Margin comments on twinning elements and shear magnitudes: {111} twins in Cu and Fe–Mn steel

[1] Conventions. Cubic axes, lattice parameter a, negative indices written with a minus sign. K1 is the invariant plane, with unit normal n. Material at height z > 0 moves along the unit vector e ∥ η1 by s·z with s > 0, so F = 1 + s e⊗n. The plane of shear contains e and n. η2 is the line in which K2 cuts the plane of shear.

[2] Where s = 2cot(2φ) comes from. Take x along e, z along n, y normal to both. The shear sends (x, y, z) to (x + sz, y, z), and the squared length changes by sz(2x + sz). This vanishes on z = 0, which is K1, and on x = −sz/2, which is K2. No third plane keeps all its lengths. K2 contains the y axis, leans against the shear direction, and makes with K1 the acute angle 2φ with tan(2φ) = 2/s. The shear turns (−sz/2, y, z) into (+sz/2, y, z), so η2 ends where a half-turn about n would put it.

[3] This is a statement about a continuum. It gives one s for every K2 and does not say which K2 a crystal uses.

WRONG ATTEMPT. Lines W1 to W8 contain a false step. The results of W4 to W8 are wrong and must not be quoted.

W1. Take K1 = (1 1 1) and the plane of shear (1 −1 0), so η1 lies along ±[1 1 −2]. The plane spacing is d = a/√3.
W2. s = 2cot(2φ).
W3. If K2 is a lattice plane containing [1 −1 0], the shear leaves the nets in K1 and K2 undistorted and turns K2 into its twin position. Two nets fix a lattice, so every atom is carried to a twin site.
W4. Every such K2 is then admissible, and the crystal takes a small shear. Low-index candidates: (0 0 1) at 54.7° gives s = 1.414, (1 1 −1) at 70.5° gives 0.707, (1 1 −3) at 80.0° gives 1/(2√2) = 0.354. The plane (1 1 −2) stands at 90°, gives no deformation and is set aside. Choose (1 1 −3).
W5. Its η2 = [3 3 2] leans towards +[1 1 −2], so the shear runs along [−1 −1 2].
W6. Each plane slips over the one below by s·d = a/(2√6), the vector (a/12)[−1 −1 2]. With a = 0.3615 nm, a typical value for Cu, the twinning dislocation has a Burgers vector of 0.0738 nm.
W7. The Schmid factor for a tensile axis l is m = (l·n)(l·e). The best variant has m = 0.471 for l = [0 0 1] and 0.157 for l = [1 1 −1]. So ⟨001⟩ grains twin first in tension.
W8. A grain of Fe–Mn steel with axis [1 1 −1] and twin volume fraction f = 0.15 on its best variant gains a true strain of 0.0084.

THE SYMPTOM

[4] The rule in W4 has no floor. (2 2 −3) gives s = 0.283, (3 3 −5) gives 0.177, and the discarded (1 1 −2) obeys W3 as well as any other plane. By W3 it would turn a crystal into its twin with no atom moving. The cut at low indices in W4 only hides this.

[5] Apply the shear of W5 to the twelve nearest-neighbour vectors of fcc, all of length a/√2 = 0.707a. Six lie in K1 and are unchanged. The pair ±(a/2)[1 1 0] shrinks to a√(3/8) = 0.612a. The four vectors ±(a/2)[1 0 1] and ±(a/2)[0 1 1] grow to a√(5/8) = 0.791a. In Cu the single distance 0.2556 nm has split into 0.2214, 0.2556 and 0.2858 nm, the shortest bond being 13.4 per cent short. A twin is the same crystal in another orientation and has twelve equal neighbours. The product of W5 is not fcc.

THE FAULTY LINE

[6] W3. The nets in K1 and K2 share the row [1 −1 0], and together they generate a lattice, but it may be only a sublattice of the crystal. The shear puts that sublattice into twin position. The remaining points are carried along by the continuum and land wherever F puts them. The further displacements that bring them to twin sites are the shuffles.

[7] The count, for a Bravais lattice with K1 rational. Let L be the two-dimensional lattice of one K1 plane. Plane number j lies at height jd and is offset in-plane by j·x₁ modulo L. A Bravais lattice is centrosymmetric, so reflection in K1 and the half-turn about n give the same twin, with offsets −j·x₁. A shear of t per plane, |t| = s·d, gives offsets j(x₁ + t). Plane j lands on twin sites if and only if
j(2x₁ + t) ∈ L.
Let w be the shortest lattice vector along η2, rising through q planes, with in-plane part p = q·x₁ + λ, λ ∈ L. By [2] the shear reverses p, so q·t = −2p. Then q(2x₁ + t) = −2λ, and for even q also (q/2)(2x₁ + t) = −λ, both in L. Conversely, if plane j lands, there is a lattice vector of height 2jd and in-plane part −j·t. It is parallel to w, hence a multiple of w, so 2j is a multiple of q. The fraction of lattice points sheared to twin sites is 2/q for even q and 1/q for odd q. Only q = 1 and q = 2 need no shuffle. The index q is that of the theory of Bilby and Crocker (1965).

THE MENDED CALCULATION

[8] In fcc, with positions in units of a, the product (1 1 1)·r is the plane number. The point (a/2)[1 1 0] lies in plane 1, and its in-plane part is (a/2)[1 1 0] − (a/3)[1 1 1] = (a/6)[1 1 −2] ≡ b. So x₁ = b, |b| = a/√6, and 3b ∈ L. The in-plane part of any lattice vector in the plane of shear is an integer multiple of b congruent to q modulo 3. The smallest choices are p = +b for q = 1, 4, 7 …, p = −b for q = 2, 5, 8 …, and p = 0 for q = 3. Then t = −2p/q, and since |b|/d = 1/√2, s = √2/q whenever p ≠ 0.

q = 1: w = (a/2)[1 1 0], K2 = (0 0 1), t = −2b, s = 1.414, fraction 1
q = 2: w = (a/2)[1 1 2], K2 = (1 1 −1), t = +b, s = 0.707, fraction 1
q = 3: w = a[1 1 1], K2 = (1 1 −2), t = 0, s = 0, fraction 1/3
q = 4: w = (a/2)[3 3 2], K2 = (1 1 −3), t = −b/2, s = 0.354, fraction 1/2
q = 5: w = (a/2)[3 3 4], K2 = (2 2 −3), t = +2b/5, s = 0.283, fraction 1/5
q = 8: w = (a/2)[5 5 6], K2 = (3 3 −5), t = +b/4, s = 0.177, fraction 1/4

[9] All planes land only if t ≡ −2b ≡ b modulo L. The shortest such vectors are the three Shockley partials b₁ = b, b₂ = (a/6)[1 −2 1] and b₃ = (a/6)[−2 1 1]. The smallest shuffle-free shear is therefore s = |b|/d = 1/√2, along +[1 1 −2], with K2 = (1 1 −1) and η2 = [1 1 2]. The opposite sense needs t = −2b and s = √2, and its path passes at t = −b through a state with atoms directly on top of one another. Twinning is polar.

[10] A test that needs no picture. Let Q = 2n⊗n − 1 be the half-turn. The shear produces the twin if and only if QF maps the parent lattice onto itself. With u = [1 1 −2] and v = [1 1 1], the mended shear is F = 1 + (1/6)u⊗v, and QF has rows (−1 1 1)/2, (1 −1 1)/2, (2 2 0)/2. It sends the primitive vectors (a/2)[1 1 0], (a/2)[0 1 1], (a/2)[1 0 1] to a[0 0 1], (a/2)[1 0 1], (a/2)[0 1 1], three lattice vectors that span the same volume a³/4. The shear of W5 is F = 1 − (1/12)u⊗v, and QF has rows (−1 3 3)/4, (3 −1 3)/4, (2 2 −2)/4. It sends (a/2)[1 1 0] to (a/4)[1 1 2], which is no lattice vector. Only its double is.

[11] What W3 left out. After t = −b/2, plane 1 sits at b/2 and should sit at −b modulo L. The two nearest such positions are reached by ±(a/4)[1 −1 0], normal to the plane of shear. Every odd plane must move by a/(2√2) = 0.354a relative to the even planes, 0.128 nm in Cu, half a nearest-neighbour distance and √3 = 1.73 times the slip step kept in W6. The neglected term is larger than the retained one.

[12] Add shear and shuffle. Plane 1 moves over plane 0 by −b/2 + (a/4)[1 −1 0] = b₂. Plane 2 moves over plane 1 by −b/2 − (a/4)[1 −1 0] = b₃. The q = 4 mode is thus the alternation b₂, b₃, whose mean is −b₁/2 because b₁ + b₂ + b₃ = 0. The q = 3 mode is the cycle b₁, b₂, b₃. Both build a true twin, and in both each plane slips by a full partial of length a/√6. The twin orientation does not fix the shape change: the mean slip per plane may lie anywhere in the triangle with corners b₁, b₂, b₃, and s = 1/√2 belongs to the corners, where one partial acts on every plane. A dislocation (a/12)⟨112⟩ on every plane is no member of this family.

[13] bcc. K1 = (1 1 2) and K2 = (1 1 −2) have |cos(2φ)| = 1/3, the same 70.5°, so s = 1/√2. With w = (a/2)[1 1 1], q = 2. The textbook value is again a shuffle-free one.

[14] hcp, with g = c/a. In the section containing c, the plane (1 0 −1 l) has intercepts √3a/2 and c/l, so its slope against the basal plane is 2g/(√3 l). The plane (1 1 −2 l) has intercepts a/2 and c/l, so its slope is 2g/l. If K1 and K2 slope in opposite senses with magnitudes t₁ and t₂, their angle is the sum of the two inclinations, and s = 2|1 − t₁t₂|/(t₁ + t₂). For q, write plane and vector in three-index form and take hu + kv + lw.

{1 0 −1 2}: K2 = (1 0 −1 −2), t₁ = t₂ = g/√3, s = |g² − 3|/(√3 g), w = [2 1 1], q = 4
{1 0 −1 1}: K2 = (1 0 −1 −3), t₁ = 2g/√3, t₂ = 2g/(3√3), s = (4g² − 9)/(4√3 g), w = [6 3 2], q = 8
{1 1 −2 2}: K2 = (1 1 −2 −4), t₁ = g, t₂ = g/2, s = 2(g² − 2)/(3g), w = [2 2 1], q = 6
{1 1 −2 1}: K2 = (0 0 0 1), t₁ = 2g, t₂ = 0, s = 1/g, w = [1 1 0], q = 2

The second and third forms are positive as written for g > 3/2 and g > √2, and the first mode reverses its sense at g = √3. At the ideal g = √(8/3) = 1.633 the shears are 0.118, 0.147, 0.272 and 0.612, and the lattice fractions are 1/2, 1/4, 1/3 and 1. The small hcp shears come with shuffles. The lesson is not that shuffles are forbidden but that they must be counted, and weighed against the shear they save. The count in [7] covers lattice points only, so the second atom of the hcp basis needs its own check even at q = 2.

[15] Even the mended mode carries only the fcc lattice sites. In a carbon-bearing Fe–Mn steel the carbon occupies octahedral sites such as (a/2)[0 0 1], at height d/2, with six metal neighbours at a/2. The shear F of [10] moves this point to a(1/12, 1/12, 1/3). That is the midpoint of the origin and the image of a[0 0 1], which has become a nearest-neighbour bond of the twin. With a = 0.361 nm, an approximate value for such austenite, the six distances of 0.1805 nm become two of 0.128 nm and four of 0.221 nm. The nearest tetrahedral site of the twin is a/4 = 0.090 nm away and the nearest octahedral site a/(2√2) = 0.128 nm away. For the illustrative composition Fe–22Mn–0.6C (mass per cent, molar masses 55.845, 54.938 and 12.011 g/mol) there are 0.028 carbon atoms per metal atom, and fcc has one octahedral site per atom. Each of these carbon atoms must shuffle. The shear magnitude is untouched, since the metal lattice sets it.

[16] The number 0.354 also occurs legitimately in this steel. One partial b on every second plane gives offsets 0, b, 3b ≡ 0, which is the hcp stacking of ε martensite, with mean t = +b/2, in the twinning sense. Applied homogeneously, this t leaves plane 1 at 3b/2, on bridge positions, with interplanar bonds of a√(11/24) = 0.677a, 4.3 per cent short. A shuffle of |b|/2 = 0.074 nm of the odd planes relative to the even ones completes it. Changes of d and of the in-plane spacing are ignored here.

[17] Silicon makes the same point with a host atom. The second atom of the diamond basis, at (a/4)[1 1 1], stands 3d/4 directly above its partner, and the half-turn leaves it there. The shear moves it by 3b/4 relative to the partner, so a shuffle of √6a/8 = 0.306a is needed, 0.166 nm for the typical a = 0.5431 nm. The ⟨111⟩ bond normal to K1 moves as a rigid unit, and the whole slip b falls between the closely spaced planes.

THE SIZE OF THE ERROR

[18] Geometry. s is 0.707, not 0.354, and the sense is +[1 1 −2], not [−1 −1 2]. The Burgers vector in Cu is a/√6 = 0.1476 nm, not 0.0738 nm. A line along n tilts inside the twin by arctan s, 35.3° and not 19.5°. The largest stretch of a fully twinned crystal, the root of the largest eigenvalue of FᵀF, is s/2 + √(1 + s²/4) = √2 = 1.414, not 1.192.

[19] Schmid factors. For l = [1 1 −1] the three partials on (1 1 1) have m = +0.314, −0.157, −0.157. Two other {111} planes repeat these by symmetry, and the plane normal to l has m = 0. For l = [0 0 1] all four planes are equivalent, with m = −0.471, +0.236, +0.236. W7 reversed the signs. The best tensile factors are 0.314 for ⟨111⟩ and 0.236 for ⟨001⟩, against 0.157 and 0.471 in W7, so the ranking of the two grains is inverted. For ⟨001⟩ the work per twinned volume, σ·m·s, happens to be right in the wrong attempt: it is σ/6 both ways, as [12] requires, since b₂ and b₃ each have m = 0.236. But the shear stress resolved along the real partials is half what W7 says, so the tensile stress needed for a given critical value is twice as large. For ⟨111⟩ the attempt misses the favoured partial, and m·s is 2/9, not 1/18.

[20] Strain in the steel. For lamellae parallel to K1 the displacement is continuous across each boundary, so the mean deformation is exactly 1 + f s e⊗n. A material line along l stretches by Λ, with Λ² = 1 + 2f s m + (f s)²(l·n)². For l = [1 1 −1], l·n = 1/3. With f = 0.15, chosen as a twin fraction typical of heavily strained high-Mn steel, Λ² = 1.0679 and ln Λ = 0.0329. W8 used m·s = 1/18 and s² = 1/8, so Λ² = 1.0170 and ln Λ = 0.0084. The wrong value is 0.26 of the right one: one factor of two comes from s and one from m. Both are numbers of a single-variant model grain without slip, not of the steel. No elastic constant enters.

[21] Stress in Cu. A deformation twin of thickness h = 20 nm (illustrative) spans h/d ≈ 96 planes. Where it ends bluntly inside a grain, the partials add to B = s·h = 14.14 nm, against 7.07 nm in the attempt. Along an edge parallel to η1 this is a screw dislocation. In isotropic elasticity the displacement B is spread over a circuit of length 2πr, so τ = G·B/(2πr). Cu is not isotropic. The compiled room-temperature constants listed by Blaschke are C11 = 168.3, C12 = 121.2 and C44 = 75.7 GPa. Contracting the stiffness with n and e gives C44 + (C11 − C12 − 2C44)Σ nᵢ²eᵢ², and Σ nᵢ²eᵢ² = 1/3 on (1 1 1). Hence G = (C11 − C12 + C44)/3 = 40.9 GPa when all other strains are held at zero. The same contraction of the compliance gives G = 3C44(C11 − C12)/(C11 − C12 + 4C44) = 30.6 GPa when all other stresses vanish. Their ratio of 1.34 indicates the uncertainty of the isotropic formula. At r = 1 μm the model gives τ = 69 to 92 MPa, and the attempt 34 to 46 MPa. The factor of two in stress, and four in elastic energy, is independent of G and exceeds the spread from anisotropy.

[22] These stresses are the model's. Real twin tips taper and relax by slip, which lowers the field, and a tip built from mixed partials has a smaller B, down to zero for the cycle b₁, b₂, b₃. A growth twin in a plated or sputtered Cu film was never sheared into place and carries no such field from its formation. For it, s enters when the boundary migrates: an advance by Δh through one partial on each plane displaces the crystal above by Δh/√2.